\section*{Appendix: Berry-curvature correction to the phase-space measure}

\subsection*{Premises and conventions}

The electron has charge $-e$ with $e>0$, and SI units are used in formulas. The fields are $\mathbf E=-\nabla\phi-\partial_t\mathbf A$ and $\mathbf B=\nabla\times\mathbf A$. The Hall conductivity is defined by $j_x=\sigma_{xy}E_y$. For a Bloch band with cell-periodic functions $u_{\mathbf k}$ the Berry connection and curvature are
\begin{equation}
\boldsymbol{\mathcal A}=i\langle u_{\mathbf k}|\nabla_{\mathbf k}u_{\mathbf k}\rangle,\qquad \boldsymbol\Omega=\nabla_{\mathbf k}\times\boldsymbol{\mathcal A}.
\label{eq:berry}
\end{equation}
The premises are four. (i) Electrons are independent, or move in a static mean field. (ii) The band is nondegenerate and separated from the others at each $\mathbf k$, so that $\boldsymbol\Omega$ is smooth and $\nabla_{\mathbf k}\cdot\boldsymbol\Omega=0$. (iii) The potentials vary slowly over a wave packet that is narrow in $\mathbf k$, and the fields cause no interband transitions. (iv) The $u_{\mathbf k}$ are those of the zero-field crystal, so $\boldsymbol\Omega$ depends on $\mathbf k$ alone. The packet energy $\varepsilon(\mathbf r,\mathbf k,t)$, without the term $-e\phi$, may be any smooth function. To first order in $B$ wave-packet theory (Sundaram and Niu, 1999) gives $\varepsilon=\varepsilon_0(\mathbf k)-\mathbf m\cdot\mathbf B$, with the orbital moment
\begin{equation}
\mathbf m=-\frac{ie}{2\hbar}\langle\nabla_{\mathbf k}u|\times(H_{\mathbf k}-\varepsilon_0)|\nabla_{\mathbf k}u\rangle ,
\label{eq:m}
\end{equation}
which is quoted here and tested below against exact Landau levels.

\subsection*{Equations of motion}

Near the packet centre $\mathbf r$ the local Hamiltonian has eigenstates $e^{i\mathbf q\cdot\hat{\mathbf r}}u_{\mathbf k}$ with $\mathbf k=\mathbf q+e\mathbf A(\mathbf r,t)/\hbar$. Take $|W\rangle=\int d^3q\,|a|e^{-i\gamma(\mathbf q,t)}e^{i\mathbf q\cdot\hat{\mathbf r}}|u_{\mathbf k}\rangle$ with $|a|^2$ normalised and peaked at one $\mathbf q$. Writing $\hat{\mathbf r}e^{i\mathbf q\cdot\hat{\mathbf r}}=-i\nabla_{\mathbf q}e^{i\mathbf q\cdot\hat{\mathbf r}}$ and integrating by parts gives $\mathbf r=\nabla_{\mathbf q}\gamma+\boldsymbol{\mathcal A}$. The time derivative acts on the phase and, through $\mathbf A$, on $u$; the term from $|a|$ vanishes by conservation of the norm. Hence $\langle W|i\hbar\partial_t|W\rangle=\hbar\partial_t\gamma+e\,(d\mathbf A/dt)\cdot\boldsymbol{\mathcal A}$. Along the peak $\partial_t\gamma=d\gamma/dt-\dot{\mathbf q}\cdot(\mathbf r-\boldsymbol{\mathcal A})$. The two terms in $\boldsymbol{\mathcal A}$ combine to $\hbar\dot{\mathbf k}\cdot\boldsymbol{\mathcal A}$, and $-\hbar\dot{\mathbf q}\cdot\mathbf r$ equals $\hbar\mathbf q\cdot\dot{\mathbf r}$ up to a total derivative. The Lagrangian $L=\langle W|i\hbar\partial_t-H|W\rangle$ is therefore
\begin{equation}
L=(\hbar\mathbf k-e\mathbf A)\cdot\dot{\mathbf r}+\hbar\dot{\mathbf k}\cdot\boldsymbol{\mathcal A}-\varepsilon+e\phi .
\label{eq:L}
\end{equation}
Variation with respect to $k_i$ gives $\hbar\dot r_i=\partial_{k_i}\varepsilon-\hbar\dot k_j(\partial_{k_i}\mathcal A_j-\partial_{k_j}\mathcal A_i)$, and variation with respect to $r_i$ gives $\hbar\dot k_i=-e\dot r_j(\partial_iA_j-\partial_jA_i)-eE_i-\partial_i\varepsilon$. With $\mathbf v=\nabla_{\mathbf k}\varepsilon/\hbar$, $\boldsymbol\kappa=-(e\mathbf E+\nabla_{\mathbf r}\varepsilon)/\hbar$ and $\mathbf b=e\mathbf B/\hbar$ these read
\begin{equation}
\dot{\mathbf r}=\mathbf v-\dot{\mathbf k}\times\boldsymbol\Omega,\qquad \dot{\mathbf k}=\boldsymbol\kappa-\dot{\mathbf r}\times\mathbf b .
\label{eq:eom}
\end{equation}
Insert the second equation into the first and use $(\dot{\mathbf r}\times\mathbf b)\times\boldsymbol\Omega=\mathbf b\,(\dot{\mathbf r}\cdot\boldsymbol\Omega)-\dot{\mathbf r}\,(\mathbf b\cdot\boldsymbol\Omega)$. The first equation itself shows $\dot{\mathbf r}\cdot\boldsymbol\Omega=\mathbf v\cdot\boldsymbol\Omega$. The converse substitution, with $\dot{\mathbf k}\cdot\mathbf b=\boldsymbol\kappa\cdot\mathbf b$, works in the same way. The explicit flow is
\begin{align}
D\,\dot{\mathbf r}&=\mathbf v-\boldsymbol\kappa\times\boldsymbol\Omega+(\mathbf v\cdot\boldsymbol\Omega)\,\mathbf b,\label{eq:rdot}\\
D\,\dot{\mathbf k}&=\boldsymbol\kappa-\mathbf v\times\mathbf b+(\boldsymbol\kappa\cdot\mathbf b)\,\boldsymbol\Omega,\label{eq:kdot}\\
D&=1+\frac{e}{\hbar}\mathbf B\cdot\boldsymbol\Omega .\label{eq:D}
\end{align}

\subsection*{The invariant measure}

We evaluate $S=\partial_tD+\nabla_{\mathbf r}\cdot(D\dot{\mathbf r})+\nabla_{\mathbf k}\cdot(D\dot{\mathbf k})$. Since $\boldsymbol\Omega$ is independent of $\mathbf r,t$ and $\mathbf b,\mathbf E$ are independent of $\mathbf k$,
\begin{align}
\partial_tD&=\boldsymbol\Omega\cdot\partial_t\mathbf b,\nonumber\\
\nabla_{\mathbf r}\cdot(D\dot{\mathbf r})&=\nabla_{\mathbf r}\cdot\mathbf v-\boldsymbol\Omega\cdot(\nabla_{\mathbf r}\times\boldsymbol\kappa)+\mathbf b\cdot\nabla_{\mathbf r}(\mathbf v\cdot\boldsymbol\Omega)+(\mathbf v\cdot\boldsymbol\Omega)\nabla_{\mathbf r}\cdot\mathbf b,\nonumber\\
\nabla_{\mathbf k}\cdot(D\dot{\mathbf k})&=\nabla_{\mathbf k}\cdot\boldsymbol\kappa-\mathbf b\cdot(\nabla_{\mathbf k}\times\mathbf v)+\boldsymbol\Omega\cdot\nabla_{\mathbf k}(\boldsymbol\kappa\cdot\mathbf b)+(\boldsymbol\kappa\cdot\mathbf b)\nabla_{\mathbf k}\cdot\boldsymbol\Omega .
\label{eq:terms}
\end{align}
The terms cancel in turn. $\nabla_{\mathbf r}\cdot\mathbf v$ and $\nabla_{\mathbf k}\cdot\boldsymbol\kappa$ are $\pm\partial_{r_i}\partial_{k_i}\varepsilon/\hbar$. Faraday's law gives $\nabla_{\mathbf r}\times\boldsymbol\kappa=-(e/\hbar)\nabla\times\mathbf E=\partial_t\mathbf b$, which removes $\partial_tD$. The third terms of the last two lines are $\pm b_i\Omega_j\partial_{r_i}\partial_{k_j}\varepsilon/\hbar$. The curl of $\mathbf v$ vanishes because $\mathbf v$ is a gradient, and $\nabla\cdot\mathbf B=0$. What remains is $S=(\boldsymbol\kappa\cdot\mathbf b)\nabla_{\mathbf k}\cdot\boldsymbol\Omega$, which is zero by premise (ii). Expanding the products in $S=0$,
\begin{equation}
\nabla_{\mathbf r}\cdot\dot{\mathbf r}+\nabla_{\mathbf k}\cdot\dot{\mathbf k}=-\frac{d\ln D}{dt},
\label{eq:div}
\end{equation}
where $d/dt$ follows the trajectory. A comoving volume element $\delta V=d^3r\,d^3k$ obeys $d\ln\delta V/dt=\nabla_{\mathbf r}\cdot\dot{\mathbf r}+\nabla_{\mathbf k}\cdot\dot{\mathbf k}$. The flow is thus compressible wherever $\mathbf B\cdot\boldsymbol\Omega$ changes along a trajectory, and $D\,\delta V$ is conserved (Xiao, Shi and Niu, 2005).

The origin is geometric: $(\mathbf r,\mathbf k)$ are not canonical coordinates. With $[\mathbf w]_{ij}=\epsilon_{ijl}w_l$, Eq.~\eqref{eq:eom} is a linear system for $(\dot{\mathbf r},\dot{\mathbf k})$ with right-hand side $(-\boldsymbol\kappa,\mathbf v)$ and the antisymmetric matrix
\begin{equation}
\omega=\begin{pmatrix}-[\mathbf b]&-1\\ 1&[\boldsymbol\Omega]\end{pmatrix},\qquad
\det\omega=\det\left(D\,1-\boldsymbol\Omega\,\mathbf b^{T}\right)=D^3\left(1-\frac{\mathbf b\cdot\boldsymbol\Omega}{D}\right)=D^2 ,
\label{eq:symp}
\end{equation}
where $[\mathbf b][\boldsymbol\Omega]=\boldsymbol\Omega\mathbf b^T-(\mathbf b\cdot\boldsymbol\Omega)1$ was used. $D=\sqrt{\det\omega}$ is the Liouville density of the symplectic form $\omega$, whatever the energy function.

Invariance leaves the normalisation open. It is fixed by noting that Eq.~\eqref{eq:div} holds for time-dependent fields. At $B=0$ Born--von K\'arm\'an counting gives one state per $(2\pi)^3$ of phase-space volume. Switch the field on slowly. Unitary evolution within the band conserves the number of states in a comoving element, and that element conserves $D\,\delta V$. The number of states is therefore
\begin{equation}
dN=\left(1+\frac{e}{\hbar}\mathbf B\cdot\boldsymbol\Omega\right)\frac{d^3r\,d^3k}{(2\pi)^3}.
\label{eq:measure}
\end{equation}

\subsection*{Boltzmann equation and density}

Let $f(\mathbf r,\mathbf k,t)$ be the occupation of a state. Particle conservation is a continuity equation for the density $Df$, with a collision source. Because $S=0$, the derivatives of $D$ drop out, and after division by $D$,
\begin{equation}
\partial_tf+\dot{\mathbf r}\cdot\nabla_{\mathbf r}f+\dot{\mathbf k}\cdot\nabla_{\mathbf k}f=\int\frac{d^3k'}{(2\pi)^3}D'\left[w_{\mathbf k'\to\mathbf k}f'(1-f)-w_{\mathbf k\to\mathbf k'}f(1-f')\right],
\label{eq:bte}
\end{equation}
with $w$ the rate between single states times the sample volume. The drift term keeps its form, while every sum over states carries $D$:
\begin{equation}
n=\int\frac{d^3k}{(2\pi)^3}Df,\qquad \mathbf j=-e\int\frac{d^3k}{(2\pi)^3}D\dot{\mathbf r}f .
\label{eq:n}
\end{equation}
This $\mathbf j$ is the current carried by packet centres; in a nonuniform sample the local current contains in addition the curl of the density of moments $\mathbf m$. In equilibrium $f=f_0(\varepsilon_0-\mathbf m\cdot\mathbf B)$ with $f_0$ the Fermi function, so that at $B\to0$
\begin{equation}
\left.\frac{\partial n}{\partial\mathbf B}\right|_{\mu,T}=\int\frac{d^3k}{(2\pi)^3}\left[\frac{e}{\hbar}\boldsymbol\Omega f_0+\mathbf m\left(-\frac{\partial f_0}{\partial\varepsilon}\right)\right].
\label{eq:dndB}
\end{equation}
The second term is of the same order in $B$ as the first and is absent only for full or empty bands.

\subsection*{Filled two-dimensional band: the St\v{r}eda relation}

In two dimensions $\mathbf r$ and $\mathbf k$ lie in the plane, $\mathbf B=B\hat{\mathbf z}$, $\boldsymbol\Omega=\Omega\hat{\mathbf z}$, the last terms of Eqs.~\eqref{eq:rdot} and \eqref{eq:kdot} vanish, and the same cancellations give the measure $D\,d^2r\,d^2k/(2\pi)^2$. For $f=1$ over the Brillouin zone, with cell area $A_c$,
\begin{equation}
n=\frac1{A_c}+\frac{eB}{h}\,C,\qquad C=\frac1{2\pi}\int_{\rm BZ}\Omega\,d^2k ,
\label{eq:chern}
\end{equation}
since $(e/\hbar)\,2\pi C/(2\pi)^2=eC/h$. The Chern number $C$ is an integer because the zone is a closed surface. For uniform fields $D\dot{\mathbf r}=\mathbf v+(e/\hbar)\mathbf E\times\boldsymbol\Omega$. The gradient $\mathbf v$ of a periodic function integrates to zero, and $\hat{\mathbf y}\times\hat{\mathbf z}=\hat{\mathbf x}$, so Eq.~\eqref{eq:n} gives $\sigma_{xy}=-(e^2/h)C$. Therefore, for $\mu$ in a gap at $T=0$,
\begin{equation}
\left.\frac{\partial n}{\partial B}\right|_{\mu}=\frac{eC}{h},\qquad \sigma_{xy}=-e\left.\frac{\partial n}{\partial B}\right|_{\mu},
\label{eq:streda}
\end{equation}
the relation of St\v{r}eda (1982), with $C$ summed over filled bands. Charge conservation confirms the sign. In an insulator $\mathbf j=\sigma_{xy}(E_y,-E_x)$, so $\nabla\cdot\mathbf j=\sigma_{xy}(\nabla\times\mathbf E)_z=-\sigma_{xy}\partial_tB$, and $-e\,\partial_tn=-\nabla\cdot\mathbf j=\sigma_{xy}\partial_tB$. The added electrons flow in from the boundary of the region where $B$ changes.

\subsection*{Gapped Dirac surface state}

For a surface with outward normal $\hat{\mathbf z}$ and an exchange term from out-of-plane magnetisation,
\begin{equation}
H=\hbar v_F(k_y\sigma_x-k_x\sigma_y)+\Delta\sigma_z,\qquad \varepsilon_\pm=\pm\epsilon,\quad \epsilon=\sqrt{\hbar^2v_F^2k^2+\Delta^2}.
\label{eq:dirac}
\end{equation}
For $H=\mathbf d\cdot\boldsymbol\sigma$ the upper spinor $(\cos\frac\theta2,e^{i\varphi}\sin\frac\theta2)$ has $\mathcal A_\varphi=-\sin^2\frac\theta2$, so its curvature is minus half the solid angle swept by $\hat{\mathbf d}$, $\Omega_\pm=\mp\,\mathbf d\cdot(\partial_{k_x}\mathbf d\times\partial_{k_y}\mathbf d)/2\epsilon^3$. In Eq.~\eqref{eq:m} only the other band contributes, with $H-\varepsilon_\pm\to\mp2\epsilon$, and the same projection yields $\Omega_\pm$; hence $m_\pm=\pm(e/\hbar)\epsilon\,\Omega_\pm$. Explicitly,
\begin{equation}
\Omega_\pm=\mp\frac{\hbar^2v_F^2\Delta}{2\epsilon^3},\qquad m_+=m_-=-\frac{e\hbar v_F^2\Delta}{2\epsilon^2}.
\label{eq:Om}
\end{equation}
With $k\,dk=\epsilon\,d\epsilon/\hbar^2v_F^2$, the lower band up to $\epsilon=\epsilon_c$ contributes
\begin{equation}
C_-(\epsilon_c)=\frac{\Delta}{2}\int_{|\Delta|}^{\epsilon_c}\frac{d\epsilon}{\epsilon^2}=\frac{\operatorname{sgn}\Delta}{2}-\frac{\Delta}{2\epsilon_c}.
\label{eq:half}
\end{equation}
The limit $\pm\frac12$ is not a Chern number: the cone merges with bulk bands and is not a closed band. A film is a true two-dimensional system. Its lower surface has the opposite sign of $v_F$ and, for uniform magnetisation, the same $\Delta$, hence the same $\Omega_\pm$. Reversing the magnetisation is time reversal, $C\to-C$. If the only gap closing on the way occurs at the two cones, Eq.~\eqref{eq:half} at $|\Delta|\ll\epsilon_c$ gives $C(\Delta)-C(-\Delta)=2\operatorname{sgn}\Delta$, and so $C=\operatorname{sgn}\Delta$. In an inversion-symmetric film each half carries $\frac12\operatorname{sgn}\Delta$, the value of the unbounded cone.

For the unbounded cone Eq.~\eqref{eq:dndB} can be integrated at any $\mu$ and $T$. Put $g(\epsilon)=f_0(-\epsilon)-f_0(\epsilon)$. The curvature terms of both bands give $(e/h)(\Delta/2)\,g/\epsilon^2$ per unit $\epsilon$. The density of states $\epsilon/2\pi\hbar^2v_F^2$ times $m_\pm$ is $-(e/h)\Delta/2\epsilon$, and it multiplies $-f_0'(\epsilon)-f_0'(-\epsilon)=g'(\epsilon)$. The sum is a total derivative:
\begin{equation}
\left.\frac{\partial n}{\partial B}\right|_{\mu,T}=-\frac{e\Delta}{2h}\int_{|\Delta|}^\infty\frac{d}{d\epsilon}\left(\frac{g}{\epsilon}\right)d\epsilon=\frac{e}{2h}\left[f_0(-\Delta)-f_0(\Delta)\right].
\label{eq:surf}
\end{equation}
In the gap at $T=0$ this is $(e/2h)\operatorname{sgn}\Delta$. For $\mu>|\Delta|$ it is zero: the curvature term $(e/h)\Delta/2\mu$ is cancelled by the moment term, although the intrinsic Hall conductivity is $-(e^2/h)\Delta/2\mu$. Equation~\eqref{eq:streda} does not extend to the metal.

Landau levels test these signs. With $\boldsymbol\pi=\mathbf p+e\mathbf A$, $[\pi_x,\pi_y]=-i\hbar eB$, squaring gives $H^2=v_F^2(\pi^2+\hbar eB\sigma_z)+\Delta^2$. For $B>0$, $\pi^2=\hbar eB(2l+1)$ with $l=0,1,\dots$, so the levels are $\pm\epsilon_N$, $\epsilon_N^2=\Delta^2+2N\hbar v_F^2eB$, $N\ge1$, and one unpaired level with $\sigma_z=-1$ at $-\Delta$, each with $eB/h$ states per area. Counted from the symmetric point where every level is half filled, $nh/eB=f_0(-\Delta)-\frac12+\sum_{N\ge1}G_N$ with $G_N=f_0(\epsilon_N)+f_0(-\epsilon_N)-1$. The Euler--Maclaurin formula gives $\sum_{N\ge1}G_N=\int_0^\infty G\,dN-\frac12G_0+O(B)$. The integral is proportional to $1/B$ and reproduces the zero-field density; the rest is $\frac12[f_0(-\Delta)-f_0(\Delta)]$, which is Eq.~\eqref{eq:surf}.

\subsection*{Range of validity}

Equation~\eqref{eq:measure} is exact for the flow \eqref{eq:eom}, but that flow is accurate only to first order in the fields. It requires $|\Omega|\ll\ell^2=\hbar/eB$. For the cone this is the condition that the cyclotron energy at the band edge, $\hbar\omega_c=\hbar^2v_F^2/\ell^2|\Delta|=2|\Delta|\,|D(0)-1|$, be small against the gap $2|\Delta|$. A vanishing $D$ signals breakdown and has no physical meaning. The electric field must obey $e|E|\,\hbar v_F/|\Delta|\ll|\Delta|$, and level broadening must be small against $|\Delta|$. In a metal the result describes the density averaged over quantum oscillations, or $k_BT\gtrsim\hbar\omega_c$. Degenerate bands need a matrix-valued curvature. At a band touching $\nabla_{\mathbf k}\cdot\boldsymbol\Omega\neq0$, and $S\propto\mathbf E\cdot\mathbf B$ describes a transfer of states that a single band cannot follow. A magnetisation varying in space or time violates premise (iv) and adds mixed curvatures. The gap result \eqref{eq:streda} is more robust than its derivation: the Landau count gives $n=(eB/2h)\operatorname{sgn}\Delta$ per cone at any $B$ for $|\mu|<|\Delta|$ and $T=0$.

\subsection*{Numerical illustration: Bi$_2$Se$_3$}

Inputs are the approximate $\hbar v_F=3.3$~eV\,\AA\ ($v_F=5.0\times10^5$~m/s), an illustrative $\Delta=+25$~meV (gap 50~meV) and $B=1$~T, with the compiled values $a=4.143$~\AA, $c=28.636$~\AA\ (Luo 2012) and bulk gap 0.3~eV (Park 2016). A quintuple layer is $c/3=9.545$~\AA\ thick; tunnelling between the surfaces is typically negligible beyond about six layers, 5.7~nm.

At the band edge $|\Omega(0)|=(\hbar v_F/\Delta)^2/2=87$~nm$^2$ and $\ell^2=658$~nm$^2$, so $D_-(0)=1.13$ and $D_+(0)=0.87$. The neglected second order is of size $(D-1)^2\approx0.02$, and the expansion fails altogether near 7.6~T, where $|\Omega(0)|=\ell^2$. The first upper level lies at $\epsilon_1=30.9$~meV; the first-order value, band edge plus zero-point energy plus moment shift, is $\Delta+\frac12\hbar\omega_c-m_+B=\Delta+\hbar\omega_c=31.6$~meV with $\hbar\omega_c=6.6$~meV.

With $\mu$ in the gap, a film gains $eB/h=2.42\times10^{-4}$~nm$^{-2}$ electrons and has $\sigma_{xy}=-e^2/h$. Each surface gains $1.21\times10^{-4}$~nm$^{-2}$, or $1.80\times10^{-5}$ electrons per surface cell of area $\frac{\sqrt3}{2}a^2=14.86$~\AA$^2$. Cutting the cone at half the bulk gap, $\epsilon_c=0.15$~eV, gives $C_-=0.42$; the remainder belongs to states outside the model. At midgap Eq.~\eqref{eq:surf} carries the factor $\tanh(\Delta/2k_BT)$, equal to 0.95 at 77~K.

For a doped surface with $\mu=0.10$~eV, the curvature and moment terms are $\pm0.125\,e/h$ and cancel, so terms absent from Eq.~\eqref{eq:dirac} decide the result. A Zeeman shift $\pm g_s\mu_BB/2$ of $\Delta$, with a poorly known $g_s$ of order 20, is 0.6~meV. It leaves the gap result intact, but in the metal $n=(\mu^2-\Delta^2)/4\pi\hbar^2v_F^2$ then changes by about $0.09\,e/h$ per unit field in magnitude. A term $C_2k^2$ with $C_2$ of order 20~eV\,\AA$^2$ leaves $\Omega_\pm$ and $m_\pm$ unchanged but multiplies the density of states by $1/(1+2C_2\epsilon/\hbar^2v_F^2)=0.73$ at $\epsilon=0.10$~eV, leaving about $0.03\,e/h$ uncancelled. The zero predicted for the metal is thus a property of the ideal cone only.

The model also overstates, by a large factor, the temperature at which quantisation survives. Its gap corresponds to 580~K, whereas magnetically doped films of this family typically show a quantised Hall response only near or below 1~K, owing to an inhomogeneous exchange gap and residual conduction. In Bi$_2$Se$_3$ itself the Dirac point lies close to the bulk valence-band edge and crystals are usually $n$-type, so the premise that $\mu$ lies in a global gap is difficult to meet.